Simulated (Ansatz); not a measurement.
**From GeClF3 to GeCl4: predicting a member**

Gas-phase molecules. On one Ge centre, n of the F ligands are replaced by Cl. The mean Ge–Cl bond length y in Å at PBE0-D4/def2-TZVP. The shapes are optimised at that level. Programs: Ansatz 0.2.0.

| molecule | n | y (Å) |
| --- | --- | --- |
| GeClF3 | 1 | 2.086 |
| GeCl2F2 | 2 | ? |
| GeCl3F | 3 | 2.106 |
| GeCl4 | 4 | 2.116 |

**Question.** Fit y = c + s·n to the known rows and predict GeCl2F2.

**Answer.** 
1. Means of the 3 rows: n = 2.66667, y = 2.1027.
2. Σ(Δn)² = 4.6667, Σ(Δn·Δy) = 0.046667, so the slope is 0.046667/4.6667 = 0.01.
3. Intercept: 2.1027 − (0.01) × 2.66667 = 2.0760. The largest residual of the fit is 0.0000.
4. GeCl2F2: 2.0760 + (0.01) × 2 = 2.096 Å.

The run gave 2.097 Å, so the prediction is off by -0.001 Å, at the rounding of the table. The steps per swap are +0.011, +0.009, +0.010 Å. Relativity is left out for Ge.

The Ge–Cl bond lengthens steadily as chlorine replaces fluorine, from 2.086 Å in GeClF3 to 2.116 Å in GeCl4, and the computed GeCl2F2 value falls in line. The likely main cause is electronic. Fluorine withdraws more charge from germanium than chlorine does, which contracts the germanium valence orbitals and strengthens the polar attraction to the remaining chlorines. In Bent's-rule terms, germanium directs p character towards fluorine and keeps more s character for the Ge–Cl bonds, shortening them. Each swap to chlorine relaxes this effect, while greater repulsion between the bulkier ligands may add to the lengthening; bond lengths alone can't separate the two contributions.

The nearly equal steps suggest that the substituent effects are close to additive, with no curvature resolved at the printed precision. This supports interpolation within the chloride fluoride series, but the slope reflects the contrast between fluorine and chlorine and shouldn't be carried over to bromine or iodine ligands.
